The table describes a computed model crystal of YCd₄As₃ with eight atoms in its repeating cell, made by putting these elements into the structure of another compound. The column "total" counts the electron states per eV and cell, averaged over bins 0.5 eV wide, and the other columns give the parts that can be assigned to Cd d, As p, Y d and Cd s orbitals. Energies are measured from the Fermi level, which separates filled from empty states. Answer the questions with the table and the usual ionic charges.

Densities of states of YCd₄As₃ in an unrelaxed cell, computed with Ansatz 0.2.0 using r2SCAN, plane waves (500 eV cutoff) and generated PAW datasets, scalar-relativistic and without spin polarization. The k-mesh is 8 × 8 × 4 and includes Γ, with Fermi–Dirac smearing of 0.1 eV. Orbital projections are summed over all atoms of an element.

```csv
bin centre from the Fermi level (eV),total (states/eV/cell),on Cd d (states/eV/cell),on As p (states/eV/cell),on Y d (states/eV/cell),on Cd s (states/eV/cell)
-11.28,0.00,0.00,0.00,0.00,0.00
-10.78,12.88,12.26,0.40,0.00,0.17
-10.28,37.85,36.45,0.82,0.02,0.27
-9.78,24.00,22.75,0.24,0.03,0.28
-9.28,5.30,3.97,0.05,0.04,0.10
-8.78,0.00,0.00,0.00,0.00,0.00
-8.28,0.00,0.00,0.00,0.00,0.00
-7.78,0.00,0.00,0.00,0.00,0.00
-7.28,0.00,0.00,0.00,0.00,0.00
-6.78,0.74,0.02,0.41,0.01,0.25
-6.28,3.27,0.18,1.84,0.05,0.88
-5.78,3.51,0.26,1.92,0.05,0.94
-5.28,2.36,0.15,1.29,0.05,0.52
-4.78,1.89,0.10,1.09,0.06,0.40
-4.28,4.31,0.16,2.76,0.15,0.72
-3.77,4.15,0.14,3.09,0.17,0.29
-3.27,3.70,0.15,2.84,0.18,0.14
-2.77,4.64,0.19,3.66,0.23,0.11
-2.27,4.22,0.19,3.29,0.25,0.11
-1.77,2.24,0.11,1.85,0.12,0.03
-1.27,0.98,0.05,0.85,0.05,0.00
-0.78,0.46,0.00,0.05,0.23,0.06
-0.28,3.18,0.02,0.28,1.77,0.34
0.23,5.40,0.03,0.58,2.17,1.23
0.72,6.34,0.03,0.68,3.00,1.11
1.23,6.57,0.02,0.58,3.68,0.67
1.73,6.43,0.02,0.68,3.46,0.58
2.23,5.00,0.02,0.84,1.84,0.92
2.73,4.78,0.02,0.85,1.12,0.71
3.23,5.24,0.02,0.67,0.35,0.56
3.73,5.34,0.01,0.55,0.26,0.44
```

### 1. Which electrons fill the four bins from −10.78 to −9.28 eV, and how many are there?

**Answer.** The density is a number of states per eV, so the number of electrons is the density times the bin width, summed over the bins:

(12.88 + 37.85 + 24.00 + 5.30) × 0.5 = 40.0

Four Cd atoms with ten d electrons each supply exactly this number, and the column "on Cd d" carries most of the total in each of the four bins. These are the filled d shells of cadmium.

**Remark.** The height of a peak tells how closely the states are packed in energy, and only the area tells how many there are. Cd d orbitals are compact and overlap little with their neighbours, so their levels spread over a short range and pile up into a tall peak.

### 2. Between −6.78 and −1.27 eV the density never exceeds 4.64. Is the p shell of arsenic full?

**Answer.** Yes. The same sum over this low, broad block gives 18.0 electrons, which is what three As atoms with six p electrons each require. As p orbitals reach far enough to overlap with their surroundings, so their levels spread over more than 5 eV.

**Remark.** The column "on As p" makes up only about two thirds of this area, and a reader who counts with it alone would find holes in the shell. Mixing with other orbitals changes the make-up of the states but not their number. The total column is therefore the right one for counting, and the projections tell what the states are made of.

### 3. Cd s appears at the bottom of the As p block, fades towards its top and returns near the Fermi level. Why?

**Answer.** A Cd s orbital and a neighbouring As p orbital form two combinations. The bonding one is pushed down and lies mainly on arsenic, and the antibonding one is pushed up and lies mainly on cadmium. But four Cd s orbitals can pair with at most four combinations of the nine As p orbitals in the cell. The other five get almost no Cd s and aren't pushed down by it, so they are expected near the top of the block. The table fits this picture: the ratio of Cd s to As p is 0.46 in the lower hump of the block and 0.08 in the upper one, and Cd s reaches its largest value, 1.23, just above the Fermi level. The division isn't sharp: the lower hump holds 5.9 electrons, about three levels instead of four, and the bin at −4.28 eV, already in the upper hump, still has 0.72 on Cd s.

**Remark.** The table shows where the weight lies. That Cd s and As p bind in the lower states and oppose binding above the block is an argument from theory, since a projection doesn't reveal whether two orbitals meet in phase. The filled Cd s weight also shows that Cd²⁺ is a bookkeeping charge: the bond is partly covalent.

### 4. How many electrons remain for the states above the As p block, and do they make the crystal a metal?

**Answer.** One Y³⁺ and four Cd²⁺ give up 3 + 8 = 11 electrons, while three As³⁻ take up 9. Two are left over. The bins above the As p block hold 1.90 electrons up to the Fermi level, 5 % below the ionic count. A rough estimate assigns about 0.07 electron, most of the shortfall, to the thermal smearing used in the calculation: because the density rises at the Fermi level, the smearing fills more states above it than it empties below.

Two leftover electrons don't by themselves make a metal, because one band holds exactly two electrons per cell and could be full. Here the band that would have to be full overlaps the next one by about 1 eV in the same calculation. The pair is shared among several partly filled bands, and the density rises from 3.18 to 5.40 across the Fermi level with no gap.

**Remark.** The ionic count has no adjustable constant. The areas of the bins test whether the two blocks close at 40 and 18 electrons. Once they do, the two left over follow from the total number of electrons, which is an input of the calculation. Whether they conduct depends on the overlap of the bands that receive them.

### 5. If yttrium is Y³⁺, are its d orbitals empty?

**Answer.** No. Of the leftover pair, 55 % sits on Y d, with smaller parts on Cd s and As p and about a quarter in none of the table's four projections. A further 0.7 electron of Y d character lies inside the As p block, where it belongs to the bonds with arsenic. The charge 3+ correctly counts the electrons that yttrium brings to the crystal, but it doesn't say where they stay.

The same calculation also shows which d orbitals are used. The two that point along the cell axes, z² and x²−y², hold 68 % of the filled Y d weight, where an even filling would give them 40 %. Each Y atom sits in a slightly flattened cube of eight As atoms. The axial orbitals point at the faces of the cube and the other three lie closer to its corners, so crystal-field theory puts the axial pair lower.

**Remark.** The populations agree with the crystal field but don't single it out. The nearest Y neighbours lie along the two short axes of the cell, and direct overlap with them could also favour x²−y², the fuller of the two orbitals. The cell is also unrelaxed, and strong forces push two of its three As atoms towards the yttrium plane. Shorter Y–As contacts would shift the Y d states, so their position near the Fermi level is provisional.

### 6. How far does the Fermi level move if one electron is taken out of the cell, and what if a monovalent ion replaces yttrium?

**Answer.** Keep the bands fixed and empty them from the top. Just below the Fermi level there are 3.18 states per eV, so removing one electron lowers the level by 1/3.18 ≈ 0.3 eV. Adding one raises it by only about 0.2 eV, because the states above are denser.

With a monovalent ion the ionic count becomes 1 + 8 − 9 = 0. The leftover pair is gone, and the filling ends at the top of the As p block.

**Remark.** The first part is a fixed-band estimate and suits a small change of electron number. The second part uses the count alone, since the Y d states disappear together with yttrium. No row of the table tests either change.

### 7. Which would survive a better calculation: the 40 electrons of the Cd d block or its position near −10.2 eV?

**Answer.** The 40 electrons would, as long as the block stays separate, because they count orbitals. The position depends on the method. Semilocal functionals such as the one used here usually place Cd d states too close to the Fermi level, often by 1 eV or more, so even the digits before the decimal point aren't safe. A better method would probably move the block down, towards the As s states that lie below the table's range. If the two merged, the 40 electrons could no longer be read off as a separate area.

The width would change too, because spin–orbit coupling was left out. It splits a Cd d shell into six lower-binding and four higher-binding states, roughly 0.7 eV apart, a recalled value for the atom. The variance of such a split shell is 0.6 × 0.4 times the square of the splitting. Added to the variance of the computed block, it raises the rms width from 0.39 to about 0.52 eV.

**Remark.** Variances may be added here because the coupling shifts the two spin directions oppositely, while the crystal acts on both alike, so the cross term averages to zero over the full shell. The printed output after this text lists these estimates with the block areas.

### 8. Does the minimum at −0.78 eV hide a band gap?

**Answer.** The bins can't decide. A mean density of 0.46 over half an eV could come from a narrow gap with states on either side, or from a thin but continuous overlap between the last As p states and the first Y d states. The table leans towards a gap or a bare touching: the As p block holds 18.0 electrons up to the edge of this bin, and the As p part drops from 0.85 to 0.05 across that edge.

**Remark.** The answer wouldn't settle the substitution in question 6. The first states above the As p block have Y d as their largest part, and they go when yttrium goes. With a monovalent ion the crystal would be a semiconductor if the empty states that remain, such as those of Cd s, start above the As p block, and a poor metal if they overlap with it. To find out, one would need a relaxed cell with the monovalent ion in place, a finer mesh and narrower bins, and also a method better suited to gaps, since semilocal functionals usually make them too small.

Printed output of the fit:

```
Electrons in the Cd d block (closed shells: 40): 40.02
Electrons in the As p block (closed shells: 18): 18
Electrons from -1.03 eV to the Fermi level (ionic count: 2): 1.902
Rough thermal-filling correction to that count, electrons: 0.07304
Electrons left for deeper shells, 136 less 60 (Y 8, Cd 4x8, As 3x12): 76
Excess electrons by ionic count with a monovalent ion for Y: 0
Y d share of the excess band below the Fermi level, %: 54.95
Cd s share of the same, %: 10.99
As p share of the same, %: 9.066
Y d electrons inside the As p block: 0.685
Share of filled Y d in z2 and x2-y2, % (even filling: 40): 68.44
Cd s over As p, lower hump (-6.78 to -4.78): 0.4565
Cd s over As p, upper hump (-4.28 to -1.27): 0.07634
Cd d electrons inside the As p block: 0.85
As p electrons inside the Cd d block: 0.755
Centre of the Cd d block, eV: -10.16
Rms width of the Cd d block, eV: 0.3921
Same with a recalled spin-orbit splitting of 0.7 eV added, eV: 0.5209
Fermi level shift for one electron more, fixed bands, eV: 0.1814
Fermi level shift for one electron fewer, fixed bands, eV: -0.3138
Mean of the two bins beside the Fermi level over the density there: 1.312
Share of the total in the four projections, As p block, %: 89.84
Share of the total in the four projections, top two bins, %: 27.03
```
